A ladder of methods invites a simple reading: each rung should come closer to the exact energy from above, and a quantum Monte Carlo walk should land on it to within its noise. Linear Si-C-H with a stretched Si-C bond obeys neither rule. Two coupled-cluster rows fall below full configuration interaction (FCI, the exact answer in this basis with frozen cores), and both walks stay above it by many standard errors. Much of this can be argued from one fact, that the starting determinant carries only about half of the weight in an approximate correlated wave function.

Total-energy errors for linear CHSi (neutral doublet, Si-C stretched to 2.379 Å) against FCI, all in 6-31G with noble-gas cores frozen and from an ROHF determinant, computed with afq 1 (own AFQMC program) and Ansatz 0.2.0. ph-AFQMC/CISD is phaseless AFQMC with a CISD trial function; in released AFQMC the phaseless constraint is let go.

| level | this level less the reference (FCI, same basis) (meV) | statistical noise, one standard error (meV) |
| --- | --- | --- |
| HF | 5124.1 | 0.000 |
| MP2 | 2032.2 | 0.000 |
| CCSD | 356.5 | 0.000 |
| CCSD(T) | -40.5 | 0.000 |
| CCSDT | 54.5 | 0.000 |
| CCSDT(Q) | -11.0 | 0.000 |
| CCSDTQ | 8.4 | 0.000 |
| ph-AFQMC/CISD | 124.5 | 8.800 |
| released AFQMC | 52.2 | 7.100 |

The error column is the energy of each level less the FCI energy, so a positive entry lies above the exact value. The noise is one standard error and vanishes for the deterministic methods. The HF entry is the whole correlation energy by definition, since the restricted open-shell determinant (ROHF) is where every other level starts. All errors refer to one geometry in the small 6-31G basis and measure how well each method solves that model problem; spin-orbit coupling is left out of reference and rows alike, and both carry the error of the small basis, which this comparison can't show.

The state comes first. The Si-C distance of 2.38 Å belongs to the stretched part of a bond scan, well beyond the equilibrium length. The occupations of the determinant give six σ and three π valence electrons, a ²Π-type doublet with one π orbital doubly filled and the other singly. Its ⟨S²⟩ of 0.75 is imposed by ROHF and says nothing of its quality. The telling results of the same runs are the weight of the determinant in the CISD trial function, 0.538, and an orbital empty in ROHF that holds about 0.6 electron in the CCSDTQ run.

Why the determinant fails is standard bond-breaking theory, though the amplitudes at hand are not labelled by orbital and the assignment is argued. The fragments are CH, with one π electron, and a triplet Si atom with one electron in each of its two π-type p orbitals. The doubly filled π orbital must therefore split into one electron on carbon and one on silicon, which takes the double excitation π²→π*². The electron left on silicon must also align with the odd electron in the other π orbital while the whole stays a doublet, and that recoupling takes π→π* excitations of a single electron. The calculation does show a large single and a large double amplitude, 0.476 and 0.453 in CCSDTQ. They fit this picture without proving it: the recoupling also needs double excitations with a spin flip, and a large single can also correct the shape of the ROHF orbitals.

MP2 recovers only 60 % of the correlation energy. It treats each excitation once, as a squared coupling over a gap between HF orbital energies, and such gaps leave out the attraction between the promoted electron and its hole, so that they tend to overstate the cost of excitation. It is also nearly blind to the singles, which give 33.2 meV, about 1 % of its lowering, although CCSD finds a single amplitude of 0.573. CCSD solves for singles and doubles together and to all orders, which is what these large amplitudes need, and it reaches 93 %.

The remaining 356.5 meV of CCSD is owed to triple and higher excitations, and the large amplitudes explain why they matter so much. When a second configuration has an amplitude near one half, it needs ordinary pair correlation of its own. A double excitation out of a singly excited configuration is a triple from the ROHF determinant, and one out of π*² is a quadruple. CCSD supplies these only as products of lower amplitudes, which amounts to assuming that electrons correlate about the second configuration just as they do about the first. The connected triples and quadruples repair that assumption, and the repair grows with the weight of the second configuration.

The fully iterated levels approach FCI from above, each cutting the error by nearly the same factor, and this permits one estimate with no fitted constant. Suppose that each added rank removes the same fraction of the error left, so that the errors ε form a geometric series with ε(CCSDT)/ε(CCSD) = ε(CCSDTQ)/ε(CCSDT). Then ε(CCSDTQ) = ε(CCSDT)²/ε(CCSD) = 54.5²/356.5 = 8.33 meV. The table has 8.4 meV for this row, which did not enter the estimate.

The misfit is about 1 % of the entry, and full triples and full quadruples each close 85 % of the gap before them. This is one check on one molecule, and nothing in the theory fixes the fraction. The rule fails lower down: two ranks at the factor 6.54 found between CCSD and CCSDT would cut the HF error about 43-fold, whereas CCSD cuts it about 14-fold. The even ratio is an observation on the upper rungs.

The rows with brackets replace an iterated rank by a single perturbative pass, and they overshoot. (T) lowers CCSD by 397.0 meV, where the full triples of CCSDT lower it by 302.0 meV. (Q) lowers CCSDT by 65.5 meV against 46.1 meV from full quadruples. No coupled-cluster energy in the table is variational, iterated or not, so nothing bars a value below the exact one.

A two-level model gives the direction. Let a state couple with strength V to one lying Δ higher; the exact lowering E solves E(E + Δ) = V². The one-pass value is V²/Δ = E(1 + E/Δ), which exceeds E, and by more the stronger the mixing. In (T) and (Q) the coupling is built from the lower amplitudes, large here, and these are not allowed to respond: from CCSD to CCSDT the largest single falls by 15 % and the largest double rises by 27 %. This fits (Q) badly: from CCSDT to CCSDTQ both change by only about 3 %, yet (Q) overshoots its full rank by the larger ratio, 1.42 against 1.31 for (T). The model argues a tendency and gives no size, and MP2 shows that a one-pass term can fall short when its gaps are too wide or its couplings too weak.

The small errors of the bracketed rows are thus what remains when an excess and an omission partly cancel. For CCSD(T) the excess over full triples is 95.0 meV, the higher ranks that it omits are worth 54.5 meV, and the difference puts it 40.5 meV below FCI. It beats CCSDT in size of error, and falls inside 1 kcal/mol (43.4 meV), by cancellation. The sign has a simple condition: a full rank closes most of the gap, so a one-pass term needs only a modest excess to cross zero, and both cross. Nothing ties the excess to the size of the omitted ranks, so the cancellation holds for this bond length only as far as the table shows.

Phaseless AFQMC (ph-AFQMC) projects towards the ground state in imaginary time with random determinants, and a trial function steers their weights to suppress the phase problem. The constraint is exact for an exact trial and biased otherwise. The trial here is a CISD expansion built from CCSD amplitudes, and the walk starts 356.6 meV above FCI, at the CCSD energy, as that construction implies. It removes 65 % of this error and settles at 124.5 meV, which is 14 standard errors. The noise doesn't include the bias of the constraint, which came to some meV, and more with metals, in the program makers' tests on other systems; here the error is far larger.

The natural suspect is the trial. Cutting the expansion at doubles drops even the product triples and quadruples that CCSD keeps, in a state where these are ordinary correlation on a leading configuration. That cause is untested, because no better trial was run and neither time step nor walker number was varied. The numbers do show that the constraint contributes, since the energy falls when it is let go: successive release values run from 105.2 to 52.2 meV above FCI, each lower than the last.

The released row is a point on the way. Free projection over an imaginary time τ damps a state lying Δ above the ground state by exp(−Δτ), and the last point, taken at 2.4 inverse hartree although the settings list times only up to 1.5, gives a factor 1/e only for Δ = 11.3 eV. A state 1 eV up keeps 0.92 of its amplitude. A stretched open-shell bond generally has other spin couplings and configurations close to the ground state, and it is a guess that these hold part of what remains. They can't account for the fall itself, which halves the error during the release and so needs states much higher up. The last drop, 6.9 meV, is no larger than the noise of the last point, so neither a plateau nor a continued fall is established.

The released walk lies 2.3 meV below CCSDT, well inside its noise of 7.1 meV, and the two can't be ranked. It lies 43.8 meV above CCSDTQ, the disagreement for which the runs were flagged. With FCI as the zero, the fault is located: CCSDTQ is close and the walk is still 7 standard errors high. Without FCI, the near match of the released walk and CCSDT would have looked like confirmation of a value some 50 meV too high.

Si-C bonds are broken and made when organosilicon precursors decompose and when silicon carbide is grown for power devices, and rate models for those steps take energies at stretched bonds. The table holds total-energy errors at one point, so it gives no error for a barrier. It does support a working rule for such geometries. Read the determinant weight and the largest amplitudes first; where the weight is near one half, treat a bracketed correction as unverified until its iterated counterpart has been run, and treat the noise of a phaseless or briefly released walk as no measure of its error. A last release step that changes nothing beyond the noise is not enough, since here it leaves the walk some 50 meV too high.
